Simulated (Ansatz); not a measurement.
Mo: energy above lowest point against volume scale

All results are calculated (Ansatz 0.2.0). Free energy against uniform scaling of the volume at fixed shape and fractions; periodic cell, basis, potentials, k mesh and filling as listed.

The cell before it is scaled or strained (space group Im-3m, No. 229):
```
Mo
1.0
     -1.5734     1.5734     1.5734
      1.5734    -1.5734     1.5734
      1.5734     1.5734    -1.5734
Mo
1
Direct
  0.00000 0.00000 0.00000
```

Settings of every row: functional LDA; dispersion none; potentials all-electron LAPW; k mesh 13x13x13; k shift 0x0x0; occupations cold; smearing width 0.1 eV; spin none; basis error target 0.001 eV/atom.

Limits: coarse k mesh, up to 40 meV an atom off.

```
row  volume scale  V (Å³/atom)  energy above lowest point (meV/atom)
  1          0.92       14.334                                  33.3
  2          0.96       14.957                                     0
  3             1        15.58                                    16
  4          1.04       16.204                                     ?
  5          1.08       16.827                                 157.5
```

Question: what energy above lowest point should row 4 give?

Worked fit of energy above lowest point. Take u = (V_r/V)^(2/3) − 1 with V_r = 15.268 Å³ an atom, which is twice the finite (Eulerian) strain; such expansions in the strain, on which the Birch-Murnaghan equation of state is built, carry the rest volume and the bulk modulus. The shown rows have u = 0.04298, 0.01381, -0.0134, -0.06276. Least squares give energy above lowest point = 2.58 − 580.8 × u + 30089 × u² meV/atom; a straight line predicts inner rows, each left out in turn, worse (root mean square 53 against 0.6 meV/atom). The rows lie off it by 0.1, -0.3, 0.2, 0.0. Its lowest point lies at u = 0.0097, or V = 15.05 Å³ an atom, and the curvature there gives the bulk modulus at fixed shape and fractions, B = (4/9)(1 + u)² E″(u)/V = 290 GPa. The withheld row has u = -0.03889, so the fit gives 2.58 − 580.8 × (-0.03889) + 30089 × (-0.03889)² = 70.7 meV/atom.

The calculation gave 71.1 meV/atom. The fit lies 0.4 meV/atom (0.25 % of the column's range) below it; its largest miss of a shown row is 0.3 meV/atom.
